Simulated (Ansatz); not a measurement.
## SnO: pressure against volume scale

All results are calculated (Ansatz 0.2.0). Free energy against uniform scaling of the volume at fixed shape and fractions; periodic cell, basis, potentials, k mesh and filling as listed.

The cell before it is scaled or strained (space group P4/nmm, No. 129):
```
SnO
1.0
      3.7986     0.0000     0.0000
      0.0000     3.7986     0.0000
      0.0000     0.0000     4.8408
Sn O
2 2
Direct
  0.50000 0.00000 0.23690
  0.00000 0.50000 0.76310
  0.00000 0.00000 0.00000
  0.50000 0.50000 0.00000
```

Settings of every row: functional PBE; dispersion none; potentials PAW; wave cutoff 500 eV; density cutoff 2000 eV; k mesh 5x5x4; k shift 0x0x0; occupations fermi dirac; smearing width 0.05 eV; spin none.

Limits: coarse k mesh, up to 40 meV an atom off.

| row | volume scale | V (Å³/atom) | pressure (GPa) | energy above lowest point (meV/atom) |
| --- | --- | --- | --- | --- |
| 1 | 0.88 | 15.367 | 22.41 | 178.7 |
| 2 | 0.92 | 16.065 | 15.31 | 97 |
| 3 | 0.96 | 16.764 | 9.53 | 43.3 |
| 4 | 1 | 17.462 | 4.82 | 12.4 |
| 5 | 1.04 | 18.161 | ? | ? |
| 6 | 1.08 | 18.859 | -2.11 | 2.7 |
| 7 | 1.12 | 19.558 | -4.64 | 17.6 |

Question: what pressure should row 5 give?

Worked fit of pressure. Take u = (V_r/V)^(2/3) − 1 with V_r = 17.113 Å³ an atom, which is twice the finite (Eulerian) strain; such expansions in the strain, on which the Birch-Murnaghan equation of state is built, carry the rest volume and the bulk modulus. The shown rows have u = 0.07438, 0.04303, 0.01383, -0.01337, -0.06272, -0.08518. Least squares give pressure = 7.056 + 172.56 × u + 436.2 × u² + 260 × u³ GPa; a parabola predicts inner rows, each left out in turn, worse (root mean square 0.039 against 0.0096 GPa). The rows lie off it by 0.00, 0.00, 0.00, -0.01, 0.01, 0.00. The pressure vanishes at u = -0.0461, or V = 18.37 Å³ an atom, and there the bulk modulus at fixed shape and fractions is B = −V dP/dV = (2/3)(1 + u) dP/du = 85.2 GPa. Letting shape and atoms relax would as a rule lower it, by much in layered, chain or molecular crystals. The withheld row has u = -0.03885, so the fit gives 7.056 + 172.56 × (-0.03885) + 436.2 × (-0.03885)² + 260 × (-0.03885)³ = 1.00 GPa.

The calculation gave 1 GPa. The fit meets it to the printed digit.

The other values of row 5: energy above lowest point 0 meV/atom.
